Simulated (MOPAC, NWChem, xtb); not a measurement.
C2H3AlF2 (SMILES F/C=[CH]\[AlH][F]): methods side by side

C2H3AlF2 has 8 atoms, charge 0, and is taken as a singlet. SMILES: `F/C=[CH]\[AlH][F]`. Geometry: a GFN2-xTB relaxation, a rough one for these elements and not checked as a minimum. This is one conformer, not always the lowest.

```xyz
8

F    -0.4088    1.3410    1.2875
C     0.5079    0.3532    1.2645
C     0.5788   -0.4586    0.2182
Al   -0.6747   -0.2006   -1.2977
F    -1.8369    0.9563   -1.4025
H     1.1040    0.3608    2.1715
H     1.3385   -1.2320    0.2633
H    -0.6087   -1.1201   -2.5049
```

Each level gives the dipole moment (D). The values are calculated.

| level | kind | program | value (D) | CPU time |
| --- | --- | --- | --- | --- |
| PM3 | semi-empirical | MOPAC | 2.11 | under 2 s |
| PM6 | semi-empirical | MOPAC | 3.04 | under 2 s |
| PM7 | semi-empirical | MOPAC | 2.99 | under 2 s |
| GFN0-xTB | semi-empirical | xtb | 3.35 | under 2 s |
| HF/STO-3G | Hartree–Fock | NWChem | 1.48 | 2.4 s |
| HF/3-21G | Hartree–Fock | NWChem | 3.48 | 2.2 s |
| r2SCAN/def2-SVP | meta-GGA | NWChem | 2.67 | 34 s |
| B3LYP/6-31G* (spherical functions) | global hybrid | NWChem | 2.68 | 25 s |
| B3LYP/6-31G* (Cartesian functions) | global hybrid | NWChem | 2.68 | 26 s |

The values span 1.48 to 3.48 D. Magnitudes only. Sets without polarisation functions give poor dipoles. Times are those of the runs behind each value, whatever else they computed, on shared processors of several kinds: orders of magnitude only.

The two density functionals nearly coincide, at 2.67 and 2.68 D, while the two Hartree–Fock values bracket every other entry. That spread within one theory reflects the basis: a minimal set gives the atoms little freedom to adjust to charge transfer, whereas the small split-valence set probably exaggerates the charge separation in the polar bonds.

In this geometry the C–F and Al–F bonds point almost the same way, so their dipoles reinforce each other. Around electropositive aluminium, however, fluorine, hydridic hydrogen and carbon all draw electron density, and their contributions partly cancel. The net moment therefore depends on a balance of bond polarities, which probably explains why the semi-empirical methods, with their different parameters for aluminium, scatter from 2.11 to 3.35 D.

The molecule is clearly polar at every level, but the agreement between the functionals doesn't establish an accurate moment, since neither basis has the diffuse functions that the outer density around fluorine and hydridic hydrogen calls for.
